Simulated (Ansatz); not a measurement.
CaLa: the change of energy above lowest point with volume scale

Free energy against uniform scaling of the volume at fixed shape and fractions; periodic cell, basis, potentials, k mesh and filling as listed. The results are calculated, by Ansatz 0.2.0.

The cell before it is scaled or strained (space group P-6m2, No. 187):
```
CELL_PARAMETERS angstrom
3.77700 0.00000 0.00000
-1.88850 3.27090 0.00000
0.00000 0.00000 6.30000
ATOMIC_POSITIONS crystal
Ca 0.00000 0.00000 0.50000
La 0.66667 0.33333 0.00000
```

Settings of every row: functional LDA; dispersion none; accuracy medium; potentials PAW; wave cutoff 489.8 eV; density cutoff 1959.2 eV; k mesh 7x7x4; k shift 0x0x0; occupations fermi dirac; smearing width 0.05 eV; spin none; xc grid level 1.

Limits: coarse k mesh, up to 40 meV an atom off; typed digits lower the symmetry; the cell comes from a prototype or a list of computed structures and needn't be the stable phase.

```csv
row,volume scale,V (Å³/atom),energy above lowest point (meV/atom)
1,0.88,34.246,0
2,0.92,35.802,2.2
3,0.96,37.359,14.8
4,1,38.916,?
5,1.04,40.472,64.1
6,1.08,42.029,98.2
7,1.12,43.586,137
```

Question: what energy above lowest point should row 4 give?

Worked fit of energy above lowest point. Take u = (V_r/V)^(2/3) − 1 with V_r = 38.916 Å³ an atom, which is twice the finite (Eulerian) strain; such expansions in the strain, on which the Birch-Murnaghan equation of state is built, carry the rest volume and the bulk modulus. The shown rows have u = 0.08896, 0.05718, 0.02759, -0.0258, -0.05001, -0.07277. Least squares give energy above lowest point = 35.93 − 933.8 × u + 6121 × u² − 1853 × u³ meV/atom; a parabola predicts inner rows, each left out in turn, worse (root mean square 0.34 against 0.047 meV/atom). All shown rows lie on it to the printed digit. Its lowest point lies at u = 0.0791, or V = 34.72 Å³ an atom, and the curvature there gives the bulk modulus at fixed shape and fractions, B = (4/9)(1 + u)² E″(u)/V = 27.1 GPa. Letting shape and atoms relax would as a rule lower it, by much in layered, chain or molecular crystals. The withheld row has u = 0, so the fit gives 35.93 − 933.8 × (0) + 6121 × (0)² − 1853 × (0)³ = 35.9 meV/atom.

The calculation gave 35.9 meV/atom. The fit meets it to the printed digit.
